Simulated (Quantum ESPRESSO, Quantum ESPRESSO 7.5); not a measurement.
# Hole mass at Γ in bulk 2H-MoS₂: PBE suffices at the measured cell, but not after its own relaxation

## Background

The quantity is the effective mass of a hole at the valence-band maximum of bulk 2H-MoS$_2$, which lies at $\Gamma$, taken along the in-plane direction $\Gamma$–K. The reference is $0.67\,m_0$, an experimental value from earlier work as tabulated in "Benchmarking exchange-correlation potentials with the mstar60 dataset: Importance of the nonlocal exchange potential for effective mass calculations in semiconductors" (2021, arXiv:2111.14772). It may stand for one experiment or a mean of several; temperature and sample are not given with the value. My own reservation concerns what was observed. A mass of this kind would usually come from a parabola fitted to the top of the band in angle-resolved photoemission. That technique probes the surface region and does not fix the out-of-plane momentum sharply, while this band disperses between the layers. The fitted curvature may therefore not belong exactly to $\Gamma$.

| compared with | measured | method |
| --- | --- | --- |
| hole mass at Gamma along Gamma-K (m0) | 0.67 | one experiment or a mean of several, as the paper cites them |

Conditions are those given with the value in the passage it was taken from; "not stated" means there, and the paper may say more elsewhere. The values are a selection: others may have been left out beforehand as unlike or outlying.

## Strategy

I want the cheapest level of theory that gives the hole mass at $\Gamma$ along $\Gamma$–K within 20 % of the reference, that is, between about 0.54 and 0.80 $m_0$. Such accuracy is enough to tell a light bulk hole from the much heavier one of a single layer, and to make rough estimates of transport or of the density of states. A narrower target would ask more of a fitted photoemission parabola than I would trust it to carry.

The model is the six-atom hexagonal cell at nominal experimental lengths. Holding the cell there matters, because the band top at $\Gamma$ is sensitive to the interlayer spacing, and plain PBE binds the layers poorly. The mass follows from the curvature of the band at its maximum. It is a rigid-lattice mass: coupling to phonons, which is left out, would as a rule make the measured hole somewhat heavier.

I start with PBE without spin-orbit coupling at light settings, then tighten the numerical settings, and then add spin-orbit coupling, since molybdenum is heavy enough for it to deserve a test.

System: bulk 2H-MoS2; space group 194, 6 atoms, cell lengths 3.160, 3.160, 12.294 A (nominal experimental values, typed by hand).

## 1. PBE at two light settings

There are two obvious places to save: the k-point mesh of the self-consistent density and the plane-wave cutoff. I economise on one at a time, with a 6×6×2 mesh at the usual cutoffs in one run and cutoffs reduced to 0.7 of the usual ones in the other. For a gapped crystal I expect the coarse mesh to do little harm to the curvature. The reduced cutoff is the riskier saving, as the Mo semicore and d states need a good basis.

**Run 1.** Quantum ESPRESSO 7.5: PBE, PseudoDojo norm-conserving pseudopotentials, measured cell, SCF mesh 6x6x2; step 0.01 1/A, 7 points a line.

Key lines of the input:
```
&control
  calculation = 'bands'
/
&system
  ibrav = 0
  nat = 6
  ntyp = 2
  ecutwfc = 72
  ecutrho = 288
  occupations = 'fixed'
  nbnd = 32
/
&electrons
  conv_thr = 1e-10
  mixing_beta = 0.6
  electron_maxstep = 120
  diago_full_acc = .true.
/
ATOMIC_SPECIES
  Mo  95.9500  Mo.dojo-sr-pbe-0.4.1-standard.upf
  S   32.0600  S.dojo-sr-pbe-0.4.1-standard.upf
CELL_PARAMETERS angstrom
  3.16000000000000 0.00000000000000 0.00000000000000
  -1.58000000000000 2.73664027595883 0.00000000000000
  0.00000000000000 0.00000000000000 12.29400000000000
ATOMIC_POSITIONS crystal
  Mo  0.333333333333 0.666666666667 0.250000000000
  Mo  0.666666666667 0.333333333333 0.750000000000
  S   0.666666666667 0.333333333333 0.379006019196
  S   0.666666666667 0.333333333333 0.120993980804
  S   0.333333333333 0.666666666667 0.879006019196
  S   0.333333333333 0.666666666667 0.620993980804
K_POINTS crystal
7
  -0.0150878890 0.0075439440 0.0000000000 1
  -0.0100585920 0.0050292960 0.0000000000 1
  ... 1 more lines ...
  0.0000000000 0.0000000000 0.0000000000 1
  0.0050292960 -0.0025146480 0.0000000000 1
  0.0100585920 -0.0050292960 0.0000000000 1
  0.0150878890 -0.0075439440 0.0000000000 1
# earlier step: pw.x, calculation = 'scf', K_POINTS automatic 6 6 2 0 0 0, electron_maxstep = 120
# analysis script: step 0.01 1/A, 7 points a line, polynomial of degree 4
```

Command:
```
cp -r out/calc.scf.save out/calc.save
cp out/calc.scf.xml out/calc.xml
OMP_NUM_THREADS=1 mpirun -n 8 pw.x -nk 2 -in calc.in > calc.out
```

Selected lines of the output:
```
mass_h_g: 0.69801 electron masses
```

Converged; 29 s on 8 cores of Arm Neoverse V2, shared host.

**Run 2.** Quantum ESPRESSO 7.5: PBE, PseudoDojo norm-conserving pseudopotentials, measured cell, cutoffs at 0.7 of the usual ones; step 0.01 1/A, 7 points a line.

Key lines of the input, as changed from run 1:
```diff
  &system
-   ecutwfc = 72
-   ecutrho = 288
+   ecutwfc = 50
+   ecutrho = 200
- # earlier step: pw.x, calculation = 'scf', K_POINTS automatic 6 6 2 0 0 0, electron_maxstep = 120
+ # earlier step: pw.x, calculation = 'scf', K_POINTS automatic 12 12 4 0 0 0, electron_maxstep = 120
```

Selected lines of the output:
```
Current dimensions of program PWSCF are:
     Max angular momentum in pseudopotentials (lmaxx) =  4
     kinetic-energy cutoff     =      50.0000  Ry
     atomic species   valence    mass     pseudopotential
     The potential is recalculated from file :
# from the analysis script
mass_h_g: 0.71841 electron masses
```

Converged; took 43 s.

| quantity | run 1 | run 2 | measured |
| --- | --- | --- | --- |
| hole mass at Gamma along Gamma-K (m0) | 0.6980 | 0.7184 | 0.67 |
| cell volume (Å³) | 106.32 | 106.32 |  |

Both masses lie inside the target range, about 4 % above the reference with the coarse mesh and about 7 % above it with the reduced cutoff. The two runs differ in mesh as well as in cutoff, so the gap of 0.020 $m_0$ between them cannot yet be assigned to either. It is small against the 20 % I allow, and both savings look affordable so far.

## 2. Mesh, cutoff and fitting step

Before judging PBE I want its converged mass. A run at the usual cutoffs on the 12×12×4 mesh separates the two savings: set against the first run it gives the effect of the mesh, against the second that of the cutoff. A further run with cutoffs raised by 1.3 tests the usual ones. The third shortens the step along the line from 0.01 to 0.004 Å$^{-1}$, because a curvature can depend on the stretch of band to which the polynomial is fitted. I expect the reduced cutoff to account for most of the difference and the step to matter little.

**Run 3.** Quantum ESPRESSO 7.5: PBE, PseudoDojo norm-conserving pseudopotentials, measured cell, 12x12x4 mesh; step 0.01 1/A, 7 points a line.

Key lines of the input, as changed from run 1:
```diff
- # earlier step: pw.x, calculation = 'scf', K_POINTS automatic 6 6 2 0 0 0, electron_maxstep = 120
+ # earlier step: pw.x, calculation = 'scf', K_POINTS automatic 12 12 4 0 0 0, electron_maxstep = 120
```

Selected lines of the output:
```
mass_h_g: 0.69763 electron masses
```

Converged; 82 s on 8 cores of Arm Neoverse V1, shared host.

**Run 4.** Quantum ESPRESSO 7.5: PBE, PseudoDojo norm-conserving pseudopotentials, measured cell, cutoffs 1.3 times the usual ones; step 0.01 1/A, 7 points a line.

Key lines of the input, as changed from run 2:
```diff
  &system
-   ecutwfc = 50
-   ecutrho = 200
+   ecutwfc = 94
+   ecutrho = 376
```

Selected lines of the output:
```
mass_h_g: 0.69759 electron masses
```

Converged; 71 s on 8 cores of Arm Neoverse V2, shared host.

**Run 5.** Quantum ESPRESSO 7.5: PBE, PseudoDojo norm-conserving pseudopotentials, measured cell; step 0.004 1/A, 7 points a line.

Key lines of the input, as changed from run 3:
```diff
  7
-   -0.0150878890 0.0075439440 0.0000000000 1
-   -0.0100585920 0.0050292960 0.0000000000 1
+   -0.0060351550 0.0030175780 0.0000000000 1
+   -0.0040234370 0.0020117180 0.0000000000 1
-   0.0050292960 -0.0025146480 0.0000000000 1
-   0.0100585920 -0.0050292960 0.0000000000 1
-   0.0150878890 -0.0075439440 0.0000000000 1
+   0.0020117180 -0.0010058590 0.0000000000 1
+   0.0040234370 -0.0020117180 0.0000000000 1
+   0.0060351550 -0.0030175780 0.0000000000 1
- # analysis script: step 0.01 1/A, 7 points a line, polynomial of degree 4
+ # analysis script: step 0.004 1/A, 7 points a line, polynomial of degree 4
```

Selected lines of the output:
```
Current dimensions of program PWSCF are:
     Max angular momentum in pseudopotentials (lmaxx) =  4
     kinetic-energy cutoff     =      72.0000  Ry
     atomic species   valence    mass     pseudopotential
     The potential is recalculated from file :
# from the analysis script
mass_h_g: 0.69765 electron masses
```

Converged; took 64 s.

| quantity | run 3 | run 4 | run 5 | measured |
| --- | --- | --- | --- | --- |
| hole mass at Gamma along Gamma-K (m0) | 0.6976 | 0.6976 | 0.6977 | 0.67 |
| cell volume (Å³) | 106.32 | 106.32 | 106.32 |  |

The mesh changes the mass by only 0.0004 $m_0$, so nearly all of the earlier gap came from the reduced cutoff, which raises the mass by about 0.02 $m_0$ (run 2 against run 3). Going above the usual cutoffs or shortening the fitting step moves it by less than 0.0001 $m_0$. For this cell and these pseudopotentials the PBE mass is therefore settled at 0.698 $m_0$, about 4 % above the reference, and the 6×6×2 mesh is sufficient.

## 3. Other pseudopotentials, and spin-orbit coupling

Two assumptions behind this mass remain to be tested, both against the 12×12×4 run. One is the pseudopotential: GBRV ultrasoft potentials are built differently, and should give nearly the same curvature if the description of the cores is sound. The other is the missing spin-orbit coupling. The crystal has an inversion centre, so the bands stay doubly degenerate, and the top at $\Gamma$ is a single orbital level, mostly Mo $d_{z^2}$ and S $p_z$, which the coupling cannot split in first order. I expect a small change, from mixing with more distant bands.

**Run 6.** Quantum ESPRESSO 7.5: PBE, GBRV ultrasoft pseudopotentials, measured cell, 12x12x4 mesh; step 0.01 1/A, 7 points a line.

Key lines of the input, as changed from run 2:
```diff
  &system
-   ecutwfc = 50
+   ecutwfc = 40
  ATOMIC_SPECIES
-   Mo  95.9500  Mo.dojo-sr-pbe-0.4.1-standard.upf
-   S   32.0600  S.dojo-sr-pbe-0.4.1-standard.upf
+   Mo  95.9500  mo_pbe_v1.uspp.F.UPF
+   S   32.0600  s_pbe_v1.4.uspp.F.UPF
```

Selected lines of the output:
```
mass_h_g: 0.69835 electron masses
```

Converged; 38 s on 8 cores of Arm Neoverse V1, shared host.

**Run 7.** Quantum ESPRESSO 7.5: PBE, PseudoDojo fully relativistic norm-conserving pseudopotentials, spin-orbit coupling, measured cell, 12x12x4 mesh; step 0.01 1/A, 7 points a line.

Key lines of the input, as changed from run 1:
```diff
  &system
-   nbnd = 32
+   noncolin = .true.
+   lspinorb = .true.
+   nbnd = 62
  ATOMIC_SPECIES
-   Mo  95.9500  Mo.dojo-sr-pbe-0.4.1-standard.upf
-   S   32.0600  S.dojo-sr-pbe-0.4.1-standard.upf
+   Mo  95.9500  Mo.dojo-fr-pbe-0.4-standard.upf
+   S   32.0600  S.dojo-fr-pbe-0.4-standard.upf
- # earlier step: pw.x, calculation = 'scf', K_POINTS automatic 6 6 2 0 0 0, electron_maxstep = 120
+ # earlier step: pw.x, calculation = 'scf', K_POINTS automatic 12 12 4 0 0 0, lspinorb = .true., electron_maxstep = 120
```

Selected lines of the output:
```
     c_bands:  2 eigenvalues not converged
     c_bands:  6 eigenvalues not converged
     c_bands:  5 eigenvalues not converged
mass_h_g: 0.69503 electron masses
```

Converged; took 6.9 min.

| quantity | run 6 | run 7 | measured |
| --- | --- | --- | --- |
| hole mass at Gamma along Gamma-K (m0) | 0.6984 | 0.6950 | 0.67 |
| cell volume (Å³) | 106.32 | 106.32 |  |

The GBRV potentials reproduce the PBE mass to within 0.001 $m_0$, so the result does not hinge on how the cores are represented.

With spin-orbit coupling the mass falls by 0.003 $m_0$, to 0.695 $m_0$. That run also uses different, fully relativistic potential files, so the shift need not be purely the coupling's. It carries a further reservation: the diagonalisation reported a few eigenvalues as not converged; which bands they belong to is not shown in this report. If they are among the empty bands, which I can only suppose, the hole mass is unaffected. I would not interpret so small a shift, but nothing in it calls for the dearer treatment at a target of 20 %.

PBE without spin-orbit coupling meets the target at the measured cell and has passed its checks, so I end the calculations here.

## Results at a glance

| run | settings | hole mass at Gamma along Gamma-K (m0) | deviation | cost |
| --- | --- | --- | --- | --- |
| 1 | PBE, PseudoDojo norm-conserving pseudopotentials, SCF mesh 6x6x2, step 0.01 1/A | 0.6980 | +0.0280 (+4.2 %) | 3.9 core-min |
| 2 | PBE, PseudoDojo norm-conserving pseudopotentials, cutoffs at 0.7 of the usual ones, step 0.01 1/A | 0.7184 | +0.0484 (+7.2 %) | 5.8 core-min |
| 3 | PBE, PseudoDojo norm-conserving pseudopotentials, 12x12x4 mesh, step 0.01 1/A | 0.6976 | +0.0276 (+4.1 %) | 11 core-min |
| 4 | PBE, PseudoDojo norm-conserving pseudopotentials, cutoffs 1.3 times the usual ones, step 0.01 1/A | 0.6976 | +0.0276 (+4.1 %) | 9.5 core-min |
| 5 | PBE, PseudoDojo norm-conserving pseudopotentials, step 0.004 1/A | 0.6977 | +0.0277 (+4.1 %) | 8.5 core-min |
| 6 | PBE, GBRV ultrasoft pseudopotentials, 12x12x4 mesh, step 0.01 1/A | 0.6984 | +0.0284 (+4.2 %) | 5.1 core-min |
| 7 | PBE, PseudoDojo fully relativistic norm-conserving pseudopotentials, spin-orbit coupling, 12x12x4 mesh, step 0.01 1/A | 0.6950 | +0.0250 (+3.7 %) | 55 core-min |
|  | measured | 0.67 |  |  |

Further runs on the same system, made beside this series (convergence steps with loose settings among them):

| further | settings | hole mass at Gamma along Gamma-K (m0) | deviation | cost |
| --- | --- | --- | --- | --- |
| F1 | PBE, PseudoDojo fully relativistic norm-conserving pseudopotentials, spin-orbit coupling, cell and positions relaxed first by PBE without it, step 0.01 1/A | 1.2994 | +0.6294 (+93.9 %) | 3.2 core-h |
| F2 | PBEsol, PseudoDojo norm-conserving pseudopotentials, measured cell, 12x12x4 mesh, step 0.01 1/A | 0.6919 | +0.0219 (+3.3 %) | 15 core-min |
| F3 | PBE, PseudoDojo norm-conserving pseudopotentials, measured cell, step 0.03 1/A | 0.6974 | +0.0274 (+4.1 %) | 8.5 core-min |
|  | measured | 0.67 |  |  |

## How well does the simulation do?

PBE without spin-orbit coupling, at the measured cell, meets the 20 % target. The lightest run, with the 6×6×2 mesh, gives 0.698 $m_0$ against 0.67 $m_0$, 4.2 % too heavy, for 3.9 core-minutes.

The denser mesh, higher cutoffs, other fitting steps and GBRV potentials all leave this mass unchanged to within 0.001 $m_0$. Reducing the cutoffs was a poor saving: it raised the mass by about 3 %. The spin-orbit run cost 55 core-minutes and lowered the mass by only 0.003 $m_0$, with a few eigenvalues unconverged. PBEsol at the same cell gives 0.692 $m_0$, too close to PBE to rank the two.

The success depends on the structure being held fixed: the cell lengths and the sulphur height are those of the input, and their separate effects are not shown in this report. After a PBE relaxation of cell and positions, the mass with spin-orbit coupling is 1.30 $m_0$, nearly twice the reference. Since the coupling matters little at the measured cell, the changed structure is very probably responsible, though the relaxed geometry is not shown in this report. The likely reason is that PBE, lacking dispersion forces, lets the layers move apart and weakens the coupling that makes the bulk hole light. For a predicted structure the usual remedy is a functional that includes dispersion; such a run is not shown in this report.

The remaining 4 % has no established cause. Coupling to phonons, left out here, would normally make the hole heavier and so widen the difference, by an amount not shown in this report. On the experimental side, a photoemission fit at a poorly defined out-of-plane momentum could shift the reference itself. The agreement supports PBE for this band at the right layer spacing, but cannot exclude some cancellation of errors.

[Logs are printed without paths, hosts, clocks, repeated set-up lines and the standing remarks that a program may print on its own settings, such as how far it seeks lower states.]

[The runs shown are a pick from a larger set of finished runs; failed, doubtful and other runs were left out of it ahead of writing. So were measured values far from every level or from commonly accepted values, and agreement can look better than it is. Lines of input and output are excerpts and may be shortened.]
